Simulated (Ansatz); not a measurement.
## Abstraction of H: CH5BO2 + GeH3(SiH2) → CH4BO2 + SiH3(GeH3)

Species: CH5BO2 `COBO`, singlet; GeH3(SiH2), doublet; CH4BO2 `CO[B]O`, doublet; SiH3(GeH3), singlet. A radical takes H: the energy is the difference in strength between the B–H bond broken and the Si–H bond made.

Shapes, held fixed at every level: PBE0-D4/def2-TZVP. Flexible molecules stand in one conformer, not always the lowest. Programs: Ansatz 0.2.0. Electronic energies: no zero-point or thermal term.

Estimate ΔE of this reaction.

The highest level, CCSD(T)/def2-TZVPP, gives ΔE = +81.8 kJ/mol; the levels span +75.9 to +81.8. The column of differences is taken from that level and isn't an error. No measured value is set beside it here. Open shells run unrestricted unless RO is named. Relativity is left out for Ge unless named. Correlated rows may include outer-core shells of Ge, which these sets cover unevenly. Times are processor times on shared x86 and Arm servers, and rough.

```tsv
level	kind	ΔE (kJ/mol)	less CCSD(T)/def2-TZVPP	CPU time (sum over the molecules)
r2SCAN-D4/def2-TZVPP	meta-GGA	+75.9	-5.9	34 s
B3LYP-D4/def2-TZVPP	global hybrid	+79.0	-2.8	25 s
PBE0-D4/def2-TZVPP	global hybrid	+79.5	-2.3	20 s
wB97X-V/def2-TZVPP	range-separated hybrid	+79.5	-2.3	49 s
B2PLYP/def2-TZVPP	double hybrid	+79.7	-2.1	32 s
MP2/def2-TZVPP	perturbation theory	+80.8	-1.0	–
CCSD/def2-TZVPP	coupled cluster or CI	+81.8	0.0	–
CCSD(T)/def2-TZVPP	coupled cluster or CI	+81.8	0.0	4.8 min
```

Hydrogen transfer from boron to silicon is clearly uphill at every level, so the B–H bond of the dialkoxyborane-type molecule is much stronger than the Si–H bond formed in germylsilane. The boron bond uses a compact, s-rich hybrid, whereas silicon bonds hydrogen through more diffuse valence orbitals. Oxygen lone pairs donate into boron's empty p orbital, but the unpaired electron left by abstraction sits in a σ orbital largely orthogonal to that π system, so it gains little resonance stabilisation. On the other side, the germyl group probably stabilises the silyl radical modestly through hyperconjugation, weakening the Si–H bond further.

One bond is broken and a similar one made, with one unpaired electron on each side, so much of the correlation error should cancel. Consistent with this, perturbative triples leave the CCSD value of +81.8 kJ/mol unchanged at the printed precision, and even the lowest result, from r2SCAN, preserves the conclusion. The reverse transfer, from silane to boryl radical, is therefore energetically favourable, though its rate depends on a barrier not computed here.
